Q: I am used to the rule that heavier doping weakens the thermopower. In this calculation for GaAs the electron rows break it at 300 K, and some p-type rows even have the sign of electrons. Is there one reason behind all this?

Zincblende GaAs (a = 5.745 Å), computed with Ansatz 0.2.0 (PBE, plane-wave PAW, scalar-relativistic, 420 eV cutoff, 12×12×12 k mesh). Transport uses interpolated rigid bands and a constant relaxation time τ. Doping is positive for holes; the conductivity mass is n e²τ/σ, given as n/a where both carriers count.

```
temperature (K)  doping (1e18 cm^-3)  Seebeck xx (microV/K)  conductivity mass 1 (m_e)
            300                   -1                  -67.3                      0.034
            300                  -10                  -29.4                      0.071
            300                 -100                  -66.0                      0.145
            300                -1000                  -23.0                      0.211
            300                    1                    466                      0.367
            300                   10                    327                      0.392
            300                  100                    147                      0.399
            300                 1000                   38.9                      0.447
            600                   -1                   -107                        n/a
            600                  -10                  -62.9                      0.074
            600                 -100                   -110                      0.148
            600                -1000                  -46.9                      0.214
            600                    1                  -14.1                        n/a
            600                   10                    347                      0.367
            600                  100                    224                      0.413
            600                 1000                   76.0                      0.453
            900                   -1                  -84.5                        n/a
            900                  -10                   -110                        n/a
            900                 -100                   -146                      0.152
            900                -1000                  -71.4                      0.219
            900                    1                  -45.9                        n/a
            900                   10                    184                        n/a
            900                  100                    269                      0.423
            900                 1000                    109                      0.461
```

A: There is one question to ask of every row: how far from the chemical potential do the carriers that conduct sit, on average? The Seebeck coefficient is that energy distance divided by charge and temperature. When a band holds few carriers, they sit far from the chemical potential and the coefficient is large. When the band is well filled, states just above and just below the chemical potential conduct almost equally well and nearly cancel. Doping therefore weakens the effect as long as a single band carries the current, and the irregular rows are best explained by a second group of carriers that joins in.

Q: Start with the electrons. Even at the lightest doping, 10¹⁸ per cm³, the value at 300 K is only −67 μV/K, while holes give 466. Why so little?

A: The electron band is very light, so it has few states at low energy and even this doping fills it well above its edge. In this calculation the gap is only 0.16 eV, whereas real GaAs has roughly 1.4 eV. Conduction and valence states so close in energy repel each other strongly as one moves away from the zone centre. This bends the conduction band from a parabola into something close to a straight line. On a straight line the speed hardly changes, so the mass, which is momentum divided by speed, grows with filling.

Q: Can you turn that into a number?

A: For a well-filled band at constant relaxation time, the Seebeck coefficient S follows from the slope of the conductivity σ with energy E (the Mott formula):

S = −(π²/3) (k_B/e) k_B T · d ln σ/dE

Here T is the temperature, k_B the Boltzmann constant and e the elementary charge. The two-band (Kane) model gives the energy w of the filled edge, measured from mid-gap, and the conductivity mass m:

w² = (E_g/2)² + (P k_F)²,  m = ħ² w/P²

E_g is the gap, P the strength of the coupling between the bands, and k_F the radius of the filled sphere, which the electron density n fixes as (3π²n)^(1/3). Since σ is proportional to k_F³/m, its slope is

d ln σ/dE = 3w/(P k_F)² − 1/w

I set P to about 7.25 eV Å from one entry, the mass at 300 K and doping −10. For doping −1, k_F is 0.031 Å⁻¹, so P k_F is 0.22 eV and w is 0.24 eV. The slope is then 14 − 4 = 10 per eV. The factor in front is 7.3 μV/K times eV at 300 K, and S comes out at −73 μV/K.

Q: The table has −67.3. Is that good enough to believe the picture?

A: It is 9 % too large in size, for a row that took no part in setting P. A parabola with the table's own mass for that row gives about −100, far above the computed value in size. That figure is expected to be slightly too large, because such a parabola is filled only a few thermal energies above its edge, where the Mott formula starts to overshoot, but not by enough to close the distance. With the gap of 0.16 eV, the bent band is clearly the better description. The formula also explains why the size drops to 29 at doping −10: the band is fuller, and its conductivity rises less steeply in relative terms.

One ambiguity remains in the gap. The transport step reports band edges 0.33 eV apart, twice the gap of the band calculation. The valence edges agree, so the difference lies at the conduction edge; its cause is not known. With the wider gap the same estimate gives −90, so the light-doping row favours the smaller one. Its filled sphere is, however, smaller than one step of the k mesh, and so is that of the row that set P. Even at doping −100 a single sphere would still fit inside one step. All these rows depend on interpolation that has not been tested with a denser mesh.

Q: Then comes the row that puzzles me most. At doping −100 the size jumps back to 66.

A: Here the single light band fails completely: it would give 14, less than a quarter of the computed value. To hold all these electrons, it would have to be filled to nearly 1 eV above its edge. GaAs has other conduction valleys away from the zone centre, the L valleys first, and they are heavier and offer many more states. Once the chemical potential comes near their bottom, a small step up in energy opens many new conducting states. The conductivity becomes steep again, and the Seebeck coefficient recovers. This is the likeliest reason for the jump. The constant relaxation time matters here: in a real crystal the new states would also scatter the light electrons more strongly, which is expected to weaken the recovery.

Q: But the mass runs smoothly through that row, from 0.071 to 0.145 to 0.211. Shouldn't a new valley show there?

A: Not necessarily. The mass averages over all electrons, while the Seebeck coefficient looks at the slope near the chemical potential. The one-band model even gives a mass of 0.151 at doping −100, close to the table, although its Seebeck coefficient is badly wrong. Agreement in the mass alone would have misled us.

Temperature gives a better hint. In a well-filled band S grows in proportion to T, so it should triple from 300 to 900 K. At doping −1000 it does, with a factor of 3.1, but at −100 the factor is only 2.2. That fits a chemical potential near the bottom of a heavy valley at −100 and well inside it at −1000, where the size has fallen again to 23.

Q: Why do the holes behave so much better?

A: Most states near the valence top belong to heavy bands, so they are filled slowly and no new band is needed. While holes are dilute, the Pisarenko relation holds:

S = (k_B/e) [5/2 + ln(N/p)]

Here p is the hole density and N the effective number of states within thermal reach, which grows as T^1.5. Each tenfold increase in doping should cost about 200 μV/K, and less once the band begins to fill. I set N from the row at 300 K and doping 100 and used a closed formula that closely approximates the full Fermi gas. Six other hole rows then follow within about 3 %, as the output below shows. The value of N belongs to this calculation, though: without spin-orbit coupling three valence bands meet at the top, while in real GaAs one of them lies about 0.3 eV lower.

Q: Yet the lightest p-type doping at 300 K gives 466, and your model gives 525. What is lost?

A: A few electrons have been excited across the small gap. They pull the Seebeck coefficient towards negative values, and each counts heavily because electrons are so light: the hole mass is eleven times the electron mass of the n-type row at doping −1, and the few excited electrons near the band edge are lighter still. The mass column carries a trace of them. It is computed as if the doped holes carried all the current, so extra current from electrons makes it look smaller: 0.367 instead of the 0.392 at ten times the doping. Read this way, the dip means that electrons carry about 6 % of the current.

The two kinds of carrier differ in S by the gap plus their thermal energies, (k_B/e)(E_g/k_B T + 5.5), or about 1000 μV/K at 300 K. Of the 5.5, the holes give 5/2 and the electrons 3, the value for a straight band. Excited electrons sit near the band edge, where the band is not yet straight and 5/2 is expected to be closer, but that would change the results here by less than 5 μV/K. Six per cent of 1000 is some 60, which brings 525 down to about 460. The same reading at 600 K and doping 10 gives 334, against 347 in the table. The electron share is approximate, because the hole mass itself drifts with doping. These rows, too, favour the smaller gap: across the wider one, far fewer electrons would be expected than the dip suggests.

Q: And the p-type rows with a negative sign?

A: They are the same effect carried further. At 600 K and doping 1, heat creates so many electron–hole pairs that the holes, though still more numerous, no longer carry most of the current, and the light electrons win: S is −14 μV/K. At 900 K it is −46. No mass is given for these rows because both carriers count, and I have not solved for their densities, so this part is an argument and not a fit. Holes act the same way in the lightest n-type row, whose size falls from 107 at 600 K to 85 at 900 K, below the 110 found there at ten times the doping. That 110 is itself larger than the 93 of the one-band model and 3.7 times its value at 300 K; the expected reason is that heat already lifts some electrons into the heavy valleys.

These sign changes should not be carried over to real p-type GaAs, whose much wider gap largely suppresses such pairs at these dopings. The n-type rows need care too, because too small a gap also makes the electrons too light. The spacing between the light valley and the L valleys is also expected to differ from that of the real crystal, so the doping at which the jump appears should not be carried over either.

Q: What would settle the jump at doping −100?

A: The energies of the conduction valleys and the chemical potential of that row, both on a denser k mesh. If the chemical potential lies near the bottom of the L valleys, the explanation stands. If it does not, the interpolation between the k points becomes the first suspect. The table leaves that open.

Printed output of the fit:

```
One-carrier model of the Seebeck coefficient in microV/K:
  row  doping   model  model less table
  300      -1  -73.35            -6.051
  300     -10  -31.16            -1.758
  300    -100  -14.16             51.84
  300   -1000  -6.542             16.46
  300       1   524.5             58.47
  300      10     328            0.9972
  300     100     147                 0
  300    1000   38.24           -0.6565
  600      -1  -146.7             -39.7
  600     -10  -62.32            0.5841
  600    -100  -28.32             81.68
  600   -1000  -13.08             33.82
  600       1   613.9               628
  600      10   416.2              69.2
  600     100   224.4            0.4475
  600    1000   74.02            -1.985
  900      -1  -220.1            -135.6
  900     -10  -93.47             16.53
  900    -100  -42.48             103.5
  900   -1000  -19.63             51.77
  900       1   666.3             712.2
  900      10   468.3             284.3
  900     100   273.5             4.544
  900    1000   105.4            -3.566
Kane mass at 300 K and doping -1 (m_e): 0.03453
Kane mass at 300 K and doping -1 with the wider gap (m_e): 0.0384
Kane mass at 300 K and doping -100 (m_e): 0.1513
Kane Seebeck at 300 K and doping -1 with the wider gap (microV/K): -90.12
Parabolic Seebeck at 300 K and doping -1 with the mass of the table (microV/K): -102.5
Kane Fermi level above the band edge at doping -100 (eV): 0.964
Seebeck of the table over Kane value at 300 K and doping -100: 4.661
Electron share of conductivity from the mass dip at 300 K and doping +1 (percent): 6.378
Electron share of conductivity from the mass dip at 600 K and doping +10 (percent): 11.14
Seebeck with that electron share at 300 K and doping +1 (microV/K): 460.1
Seebeck with that electron share at 600 K and doping +10 (microV/K): 333.6
Hole mass over electron mass at 300 K and 1e18 per cm3: 10.79
Seebeck at 900 K over that at 300 K for doping -1000: 3.104
Seebeck at 900 K over that at 300 K for doping -100: 2.212
```
